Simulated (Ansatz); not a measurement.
## AlN: energy above lowest point as volume scale varies

Free energy against uniform scaling of the volume at fixed shape and fractions; periodic cell, basis, potentials, k mesh and filling as listed. The results are calculated, by Ansatz 0.2.0.

The cell before it is scaled or strained (space group F-43m, No. 216):
```
CELL_PARAMETERS angstrom
0.00000 2.18400 2.18400
2.18400 0.00000 2.18400
2.18400 2.18400 0.00000
ATOMIC_POSITIONS crystal
Al 0.00000 0.00000 0.00000
N 0.75000 0.75000 0.75000
```

Settings of every row: functional PBE; dispersion none; potentials all-electron LAPW; k mesh 7x7x7; k shift 0x0x0; occupations fixed; smearing width 0 eV; spin none.

| row | volume scale | V (Å³/atom) | energy above lowest point (meV/atom) |
| --- | --- | --- | --- |
| 1 | 0.92 | 9.584 | 77 |
| 2 | 0.96 | 10.001 | ? |
| 3 | 1 | 10.417 | 2.1 |
| 4 | 1.04 | 10.834 | 0 |
| 5 | 1.08 | 11.251 | 16.1 |

Question: what energy above lowest point should row 2 give?

Worked fit of energy above lowest point. Take u = (V_r/V)^(2/3) − 1 with V_r = 10.625 Å³ an atom, which is twice the finite (Eulerian) strain; such expansions in the strain, on which the Birch-Murnaghan equation of state is built, carry the rest volume and the bulk modulus. The shown rows have u = 0.07116, 0.01327, -0.0129, -0.03745. Least squares give energy above lowest point = −1.44 + 73.4 × u + 14458 × u² meV/atom; a straight line predicts inner rows, each left out in turn, worse (root mean square 26 against 0.046 meV/atom). All shown rows lie on it to the printed digit. Its lowest point lies at u = -0.0025, or V = 10.67 Å³ an atom, and the curvature there gives the bulk modulus at fixed shape and fractions, B = (4/9)(1 + u)² E″(u)/V = 192 GPa. The withheld row has u = 0.04117, so the fit gives −1.44 + 73.4 × (0.04117) + 14458 × (0.04117)² = 26.1 meV/atom.

The calculation gave 26.1 meV/atom. The fit meets it to the printed digit.
